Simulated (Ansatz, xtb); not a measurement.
## SiNH2Cl (SMILES N[Si]Cl): the vertical ionisation energy, rung by rung

SiNH2Cl has 5 atoms, charge 0, and is taken as a singlet. As SMILES, `N[Si]Cl`. The shape is that of a PBE0-D4/def2-TZVP optimisation. This is one conformer, not always the lowest.

Each level gives the vertical ionisation energy (to the doublet cation) (eV). The values are calculated.

```csv
level,kind,program,value (eV),CPU time (all runs)
GFN2-xTB,semi-empirical,xtb,13.10,under 2 s
GFN1-xTB,semi-empirical,xtb,13.35,under 2 s
HF/STO-3G,Hartree–Fock,Ansatz,6.75,0.69 s
SVWN5/STO-3G,LDA,Ansatz,7.16,2.7 s
BLYP/STO-3G,GGA,Ansatz,?,4.6 s
PBE/STO-3G,GGA,Ansatz,?,4.6 s
revPBE/STO-3G,GGA,Ansatz,7.14,4.7 s
r2SCAN/STO-3G,meta-GGA,Ansatz,7.26,12 s
B3LYP/STO-3G,global hybrid,Ansatz,7.41,4.5 s
BHLYP/STO-3G,global hybrid,Ansatz,7.48,4.4 s
```

Question: Estimate what the levels marked ? give.

Answer: As computed at these levels: BLYP/STO-3G: 7.03 eV; PBE/STO-3G: 7.15 eV. The values span 6.75 to 13.35 eV. The xTB values lack the empirical shift that such differences need. All rows use very small basis sets, so even the best lies far from the true value. CPU times are rough (shared hosts, several kinds of processor): they show what a rung costs within a factor of a few.

The density functionals lie close together, from 7.03 eV with BLYP to 7.48 eV with BHLYP, while Hartree–Fock falls below them all at 6.75 eV. The molecule is an aminochlorosilylene, so the electron probably leaves the silicon lone pair, an in-plane orbital rich in 3s character. Nitrogen donates π density into the formally empty silicon 3p orbital, which helps to favour the closed-shell singlet. Removing one electron from the lone pair also removes its pair correlation. Hartree–Fock misses this stabilisation of the neutral molecule, which probably explains its low value.

Exact exchange alone therefore doesn't order the results: the energy rises from BLYP through B3LYP to BHLYP, but drops at Hartree–Fock, where exchange is complete and correlation is absent. The narrow spread among the functionals shows that they treat this ionisation similarly, not that they are converging on the true energy. Being vertical, the values also leave open how far the cation would relax once the lone pair is half empty.
